**Elastic and transport cross sections of 100 eV electrons on group 5 and 6 atoms**

The table holds elastic, first and second transport cross sections and the backward share for V, Nb, Ta, Cr, Mo and W, from Dirac partial waves in the static Dirac-Fock field with Furness-McCarthy exchange and no polarisation or absorption, a model that is poor below about 200 eV. The program derives exact angular bounds and tests three models: first Born scattering, random phases (opaque disc), and non-relativistic partial waves in a Molière field that depends on $Z$ alone. Born is too large by factors of 8 to 21 in the elastic cross section and gives the wrong direction for the trends of the first transport cross section and the backward share, and the disc resembles only V and Cr. The unscaled partial-wave model gives the elastic cross section within 6% for the four heavier atoms, though not for V and Cr, and it gives the 3d to 4d fall in backscattering, but it overestimates the first transport cross section of Ta and W by a factor 2.2. Scaling the screening length by 0.9 recovers the trend and 1.1 reverses it, while none of the scales shown gives the 22% elastic drop from V to Cr.

Integrated elastic and transport cross sections for 100 eV electrons on free neutral atoms of groups 5 and 6, calculated with Radial Dirac-Fock and Kohn-Sham solver 3. The calculations use Dirac partial waves in the static field of the Dirac-Fock density with Furness-McCarthy exchange, and include no polarisation or absorption.

## The fit in Python

```python
# Table: elastic, first and second transport cross sections (bohr^2) and backward share of 100 eV electrons on
# V Nb Ta Cr Mo W; radial Dirac-Fock solver, Dirac partial waves, static field + Furness-McCarthy exchange.
# Tested: exact angular bounds; partial waves in a Z-only Moliere field; first Born; random phases (opaque disc).
T = {
    'ion': ['V', 'Nb', 'Ta', 'Cr', 'Mo', 'W'],
    'Z': [23, 41, 73, 24, 42, 74],
    'elastic_cross_section': [22.81, 35.77, 39.62, 17.83, 33.83, 39.28],  # bohr²
    'first_transport_cross_section': [10.45, 8.945, 4.916, 9.334, 9.147, 5.268],  # bohr²
    'second_transport_cross_section': [10.17, 14.03, 9.563, 9.372, 14.07, 10.44],  # bohr²
    'backward_hemisphere_share': [23.68, 5.683, 2.632, 28.19, 6.268, 2.752],  # %
}
import numpy as np
from scipy.constants import physical_constants as pc
from scipy.special import spherical_jn as jn, spherical_yn as yn, eval_legendre as P
nm = T['ion']; Z = np.array(T['Z'], float); ix = {n: i for i, n in enumerate(nm)}
s0, s1, s2, bk = [np.array(T[c], float) for c in ('elastic_cross_section', 'first_transport_cross_section',
                  'second_transport_cross_section', 'backward_hemisphere_share')]
E = 100/pc['Hartree energy in eV'][0]; k = np.sqrt(2*E); U = 4*np.pi/k**2; B = s0*bk/100
am = np.array([0.35, 0.55, 0.10]); bm = np.array([0.3, 1.2, 6.0])  # standard Moliere screening function
aTF = (9*np.pi**2/128)**(1/3)*Z**(-1/3); l = np.arange(31)
x, w = np.polynomial.legendre.leggauss(200); c = np.r_[(x-1)/2, (x+1)/2]; w = np.r_[w, w]*np.pi
def mom(f2):
    t = f2@w
    return np.array([t, f2@(w*(1-c)), f2@(w*1.5*(1-c*c)), 100*(f2@(w*(c < 0)))/t])
def waves(sc):
    h = 0.003; r = np.exp(np.arange(np.log(1e-4), np.log(20), h)); b = bm[None, :]/(sc*aTF[:, None])
    ex = am*np.exp(-r[:, None, None]*b); V = -Z*ex.sum(2)/r[:, None]; rho4 = Z*(ex*b**2).sum(2)/r[:, None]
    V = V+0.5*(E-V)-0.5*np.sqrt((E-V)**2+rho4)
    f = 1-h*h/12*((l+0.5)**2+(r[:, None]**2*(2*V-k*k))[:, :, None]); y = np.ones_like(f)
    y[1] = np.exp((l+0.5)*h)*(1-Z[:, None]*(r[1]-r[0])/(l+1))
    for n in range(1, len(r)-1):
        y[n+1] = ((12-10*f[n])*y[n]-f[n-1]*y[n-1])/f[n+1]
    ra, rb = r[-10], r[-1]; q = (y[-10]/np.sqrt(ra))/(y[-1]/np.sqrt(rb))
    d = np.arctan((q*jn(l, k*rb)-jn(l, k*ra))/(q*yn(l, k*rb)-yn(l, k*ra)))
    return d, mom(abs(((2*l+1)*np.exp(1j*d)*np.sin(d)/k)@P(l[:, None], c[None, :]))**2)
d, M = waves(1.0); D = np.array([s0, s1, s2, bk])
Bo = mom((2*Z[:, None]*(am/(2*k*k*(1-c)[None, :, None]+(bm/aTF[:, None])[:, None, :]**2)).sum(2))**2)
rms = lambda m: np.sqrt(np.mean(np.log(m/D)**2, axis=1))
print(f"k = {k:.3f} 1/bohr, 4pi/k^2 = {U:.3f} bohr^2; table rounding at most {100*np.max(0.005/D[D >= 10]):.2f} %")
print("table (areas in bohr^2); opaque disc of many waves: s1/s = s2/s = 0.5, backward 25 %")
N = np.sqrt(2*s0/U)
for i, n in enumerate(nm):
    print(f"{n:2s} Z/k {Z[i]/k:4.1f} <cos> {1-s1[i]/s0[i]:.3f} s1/s {s1[i]/s0[i]:.3f} s2/s {s2[i]/s0[i]:.3f} back area {B[i]:.2f}"
          f" s,s1 in 4pi/k^2 {s0[i]/U:.1f},{s1[i]/U:.2f}; random phases N {N[i]:.1f} s1/s {(N[i]+1)/(2*N[i]):.2f}")
print("exact bounds (bohr^2): forward-hemisphere parts of s1 and s2; largest s2 if the weight were sin^2")
for i, n in enumerate(nm):
    print(f"{n:2s} s1 forward {max(s1[i]-2*B[i], 0):.2f}-{s1[i]-B[i]:.2f}  s2 forward {s2[i]-1.5*B[i]:.2f}-{s2[i]:.2f}"
          f"  2*s1-B {2*s1[i]-B[i]:.2f} against s2 {s2[i]:.2f}")
print("models as s, s1, s2 (bohr^2), backward %; in brackets model/table for partial waves")
for i, n in enumerate(nm):
    print(f"{n:2s} Born " + " ".join(f"{v:.1f}" for v in Bo[:, i]) + f" (s x{Bo[0, i]/s0[i]:.1f}, <cos> {1-Bo[1, i]/Bo[0, i]:.2f}) | waves "
          + " ".join(f"{v:.1f}[{v/t:.2f}]" for v, t in zip(M[:, i], D[:, i])))
print("model waves, l = 0..6: sin^2(d_l) | (l+1) sin^2(d_l - d_l+1) | share of s from l > 6")
for i, n in enumerate(nm):
    p = (2*l+1)*np.sin(d[i])**2
    print(f"{n:2s} " + " ".join(f"{v:.2f}" for v in np.sin(d[i, :7])**2) + " | "
          + " ".join(f"{v:.2f}" for v in (l[:7]+1)*np.sin(d[i, :7]-d[i, 1:8])**2) + f" | {100*p[7:].sum()/p.sum():.0f} %")
ar = lambda m: np.array([m[0], m[1], m[2], m[0]*m[3]])
print("steps in % of s, s1, s2, back area: table | model waves | Born")
for a, b in [('V', 'Nb'), ('Nb', 'Ta'), ('Cr', 'Mo'), ('Mo', 'W'), ('V', 'Cr'), ('Nb', 'Mo'), ('Ta', 'W')]:
    print(f"{a}->{b}: " + " | ".join(" ".join(f"{v:+.1f}" for v in 100*(ar(m)[:, ix[b]]/ar(m)[:, ix[a]]-1)) for m in (D, M, Bo)))
print("rms of ln(model/table) for s, s1, s2, share: Born", rms(Bo).round(2), "waves", rms(M).round(2))
scan = {round(s, 2): waves(s)[1] for s in np.arange(0.7, 1.31, 0.05)}
best = min(scan, key=lambda s: (rms(scan[s])**2).sum())
print(f"screening length scale 0.70-1.30: best {best}, rms", rms(scan[best]).round(2))
for s in (0.9, 1.1, best):
    print(f"scale {s}: s", scan[s][0].round(1), "s1", scan[s][1].round(1), "share %", scan[s][3].round(1))
G = [[ix[n] for n in g] for g in (('V', 'Nb', 'Ta'), ('Cr', 'Mo', 'W'))]
assert all(np.all(np.diff(s0[g]) > 0) and np.all(np.diff(s1[g]) < 0) and np.all(np.diff(B[g]) < 0) for g in G)
assert all(s2[g[1]]-1.5*B[g[1]] > max(s2[g[0]], s2[g[2]]) for g in G)
assert all(s2[ix[n]] > 2*s1[ix[n]]-B[ix[n]] for n in ('Ta', 'W'))
assert bk[ix['Cr']] > bk[ix['V']] and B[ix['Cr']] < B[ix['V']]
```

It prints:

```
k = 2.711 1/bohr, 4pi/k^2 = 1.710 bohr^2; table rounding at most 0.05 %
table (areas in bohr^2); opaque disc of many waves: s1/s = s2/s = 0.5, backward 25 %
V  Z/k  8.5 <cos> 0.542 s1/s 0.458 s2/s 0.446 back area 5.40 s,s1 in 4pi/k^2 13.3,6.11; random phases N 5.2 s1/s 0.60
Nb Z/k 15.1 <cos> 0.750 s1/s 0.250 s2/s 0.392 back area 2.03 s,s1 in 4pi/k^2 20.9,5.23; random phases N 6.5 s1/s 0.58
Ta Z/k 26.9 <cos> 0.876 s1/s 0.124 s2/s 0.241 back area 1.04 s,s1 in 4pi/k^2 23.2,2.88; random phases N 6.8 s1/s 0.57
Cr Z/k  8.9 <cos> 0.477 s1/s 0.523 s2/s 0.526 back area 5.03 s,s1 in 4pi/k^2 10.4,5.46; random phases N 4.6 s1/s 0.61
Mo Z/k 15.5 <cos> 0.730 s1/s 0.270 s2/s 0.416 back area 2.12 s,s1 in 4pi/k^2 19.8,5.35; random phases N 6.3 s1/s 0.58
W  Z/k 27.3 <cos> 0.866 s1/s 0.134 s2/s 0.266 back area 1.08 s,s1 in 4pi/k^2 23.0,3.08; random phases N 6.8 s1/s 0.57
exact bounds (bohr^2): forward-hemisphere parts of s1 and s2; largest s2 if the weight were sin^2
V  s1 forward 0.00-5.05  s2 forward 2.07-10.17  2*s1-B 15.50 against s2 10.17
Nb s1 forward 4.88-6.91  s2 forward 10.98-14.03  2*s1-B 15.86 against s2 14.03
Ta s1 forward 2.83-3.87  s2 forward 8.00-9.56  2*s1-B 8.79 against s2 9.56
Cr s1 forward 0.00-4.31  s2 forward 1.83-9.37  2*s1-B 13.64 against s2 9.37
Mo s1 forward 4.91-7.03  s2 forward 10.89-14.07  2*s1-B 16.17 against s2 14.07
W  s1 forward 3.11-4.19  s2 forward 8.82-10.44  2*s1-B 9.46 against s2 10.44
models as s, s1, s2 (bohr^2), backward %; in brackets model/table for partial waves
V  Born 188.6 49.5 86.6 7.0 (s x8.3, <cos> 0.74) | waves 29.0[1.27] 11.8[1.13] 11.7[1.15] 20.2[0.85]
Nb Born 393.1 122.1 206.6 8.8 (s x11.0, <cos> 0.69) | waves 34.2[0.95] 11.5[1.29] 16.5[1.17] 9.3[1.64]
Ta Born 810.0 293.8 481.0 10.9 (s x20.4, <cos> 0.64) | waves 41.9[1.06] 11.0[2.24] 18.2[1.90] 6.5[2.45]
Cr Born 199.2 53.0 92.4 7.1 (s x11.2, <cos> 0.73) | waves 28.9[1.62] 11.8[1.26] 11.9[1.27] 20.8[0.74]
Mo Born 405.3 126.7 214.1 8.9 (s x12.0, <cos> 0.69) | waves 32.4[0.96] 11.7[1.28] 16.4[1.16] 10.1[1.61]
W  Born 823.8 299.9 490.5 10.9 (s x21.0, <cos> 0.64) | waves 40.2[1.02] 11.6[2.21] 18.6[1.78] 7.6[2.77]
model waves, l = 0..6: sin^2(d_l) | (l+1) sin^2(d_l - d_l+1) | share of s from l > 6
V  0.84 0.58 0.00 0.96 0.44 0.18 0.07 | 0.81 1.03 2.94 1.41 0.43 0.16 0.07 | 5 %
Nb 0.41 0.97 0.57 0.45 0.70 0.24 0.08 | 0.76 0.53 0.04 3.90 1.06 0.30 0.10 | 4 %
Ta 0.61 0.89 0.49 0.74 0.99 0.30 0.08 | 0.73 0.38 0.20 1.39 3.08 0.51 0.12 | 2 %
Cr 0.94 0.41 0.01 0.98 0.46 0.18 0.07 | 0.81 0.97 2.84 1.54 0.45 0.17 0.07 | 5 %
Mo 0.53 0.91 0.45 0.38 0.71 0.24 0.08 | 0.75 0.52 0.01 3.96 1.11 0.30 0.10 | 4 %
W  0.69 0.82 0.41 0.66 0.99 0.30 0.08 | 0.73 0.38 0.20 1.64 3.17 0.51 0.12 | 2 %
steps in % of s, s1, s2, back area: table | model waves | Born
V->Nb: +56.8 -14.4 +38.0 -62.4 | +17.6 -2.2 +40.7 -45.6 | +108.4 +146.5 +138.6 +161.7
Nb->Ta: +10.8 -45.0 -31.8 -48.7 | +22.8 -4.3 +10.5 -15.1 | +106.0 +140.7 +132.8 +154.5
Cr->Mo: +89.7 -2.0 +50.1 -57.8 | +12.1 -1.1 +37.8 -45.6 | +103.5 +139.2 +131.7 +153.4
Mo->W: +16.1 -42.4 -25.8 -49.0 | +23.9 -0.4 +13.5 -6.2 | +103.3 +136.7 +129.1 +150.0
V->Cr: -21.8 -10.7 -7.8 -6.9 | -0.4 -0.1 +1.5 +2.3 | +5.6 +6.9 +6.7 +7.4
Nb->Mo: -5.4 +2.3 +0.3 +4.3 | -5.1 +1.2 -0.6 +2.4 | +3.1 +3.8 +3.6 +4.0
Ta->W: -0.9 +7.2 +9.2 +3.7 | -4.2 +5.4 +2.1 +13.2 | +1.7 +2.1 +2.0 +2.2
rms of ln(model/table) for s, s1, s2, share: Born [2.6  2.95 3.02 1.12] waves [0.22 0.5  0.38 0.64]
screening length scale 0.70-1.30: best 0.9, rms [0.14 0.13 0.1  0.22]
scale 0.9: s [25.1 35.2 37.7 24.4 35.1 38.6] s1 [10.5  8.8  6.1 10.5  9.   6.4] share % [20.4  5.9  3.7 21.7  5.9  3.6]
scale 1.1: s [35.4 32.8 29.9 36.1 31.9 28.6] s1 [13.1 13.3 16.1 13.1 13.2 16.5] share % [18.4 13.3 20.4 18.3 13.8 23.2]
scale 0.9: s [25.1 35.2 37.7 24.4 35.1 38.6] s1 [10.5  8.8  6.1 10.5  9.   6.4] share % [20.4  5.9  3.7 21.7  5.9  3.6]
```
